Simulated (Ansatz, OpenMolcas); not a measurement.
**A ladder of methods for CH3Al (SMILES C[Al])**

CH3Al: 5 atoms, total charge 0, spin state singlet. SMILES: `C[Al]`. The coordinates come from a PBE0-D4/def2-TZVP relaxation.

Quantity: the electronic atomisation energy, in eV. The values are calculated. Electronic energies at fixed atoms, without zero-point motion or spin-orbit coupling.

```tsv
level	kind	program	value (eV)	CPU time (all runs)
HF/cc-pVTZ	Hartree–Fock	Ansatz	12.39	1.8 s
SVWN5/cc-pVTZ	LDA	OpenMolcas	18.39	47 s
BLYP/cc-pVTZ	GGA	OpenMolcas	16.24	65 s
r2SCAN/cc-pVTZ	meta-GGA	OpenMolcas	16.40	1.9 min
M06-2X/cc-pVTZ	hybrid meta-GGA	OpenMolcas	16.52	64 s
CAM-B3LYP/cc-pVTZ	range-separated hybrid	Ansatz	16.44	4.2 s
PBE-QIDH/cc-pVTZ	double hybrid	Ansatz	16.31	4.7 s
RPA@PBE/cc-pVTZ	RPA	Ansatz	15.46	6.4 s
CCSD/cc-pVTZ	coupled cluster or CI	Ansatz	15.94	6.1 s
```

The values span 12.39 to 18.39 eV. Times are those of the runs behind each value, whatever else they computed, on shared processors of several kinds: orders of magnitude only.

Electron correlation supplies a substantial part of the binding in CH3Al. Hartree–Fock gives only 12.39 eV, against 15.94 eV with CCSD, because forming the C–H and Al–C bonds pairs electrons that are unpaired in the separated atoms, and the correlation energy of those pairs is missing from the mean-field description. The local density approximation errs the other way, at 18.39 eV, its familiar overbinding, and the gradient-corrected functional removes most of that excess.

From BLYP to the double hybrid, the functionals agree closely and all lie above CCSD, but this doesn't establish that they overbind. CCSD omits connected triple excitations, which usually strengthen binding, so the converged value is probably higher and closer to theirs. RPA, at 15.46 eV, falls below CCSD, in line with its known tendency to underestimate atomisation energies.

Since the total combines three C–H bonds with a single Al–C bond, agreement here is no measure of how well any method describes the bond to monovalent aluminium.
